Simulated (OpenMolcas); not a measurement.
## How basis sets differ on GaBH3ClO (SMILES O[B](Cl)[GaH2])

The species is GaBH3ClO (7 atoms), meant as a singlet with charge 0. As SMILES, `O[B](Cl)[GaH2]`. The coordinates come from a PBE0-D4/def2-TZVP relaxation. This is one conformer, not always the lowest.

```xyz
7

O    -0.8455   -1.2291    0.9271
B    -0.0319   -0.6649    0.0179
Cl    0.8990   -1.7362   -1.0705
Ga    0.2024    1.4062   -0.1908
H    -0.8509   -2.1943    0.9059
H    -0.6913    2.2325   -1.1861
H     1.3180    2.1859    0.5965
```

Quantity: the dipole moment, in D. The values are calculated.

| level | kind | program | value (D) |
| --- | --- | --- | --- |
| HF/ANO-R0 (sfX2C) | Hartree–Fock | OpenMolcas | 4.31 |
| HF/STO-3G | Hartree–Fock | OpenMolcas | 1.56 |
| HF/3-21G | Hartree–Fock | OpenMolcas | 1.67 |
| HF/6-31G* (spherical functions) | Hartree–Fock | OpenMolcas | 1.43 |

All-electron rows without a relativistic Hamiltonian named are non-relativistic. The values span 1.43 to 4.31 D. Magnitudes only. Sets without polarisation functions give poor dipoles.

The Hartree–Fock dipole depends strongly on the basis, but the spread comes almost entirely from one row: ANO-R0 gives 4.31 D, while the other three sets lie between 1.43 and 1.67 D. ANO-R0 is a minimal set built from atomic natural orbitals, so its functions cannot contract or expand as charge shifts along the polar B–O, B–Cl and Ga–H bonds. This rigidity probably distorts the charge distribution, although that row also differs in its scalar-relativistic Hamiltonian, which would normally be expected to matter less for a 4p element such as gallium.

The total moment is a vector sum in which the O–H contribution partly opposes those of the B–O and B–Cl bonds, so modest errors in bond polarity can change it considerably. STO-3G is also minimal, and its closeness to 6-31G* therefore suggests error cancellation rather than a sound description of the density. Without a larger polarised set for comparison, the 6-31G* value cannot be taken as the Hartree–Fock basis-set limit.
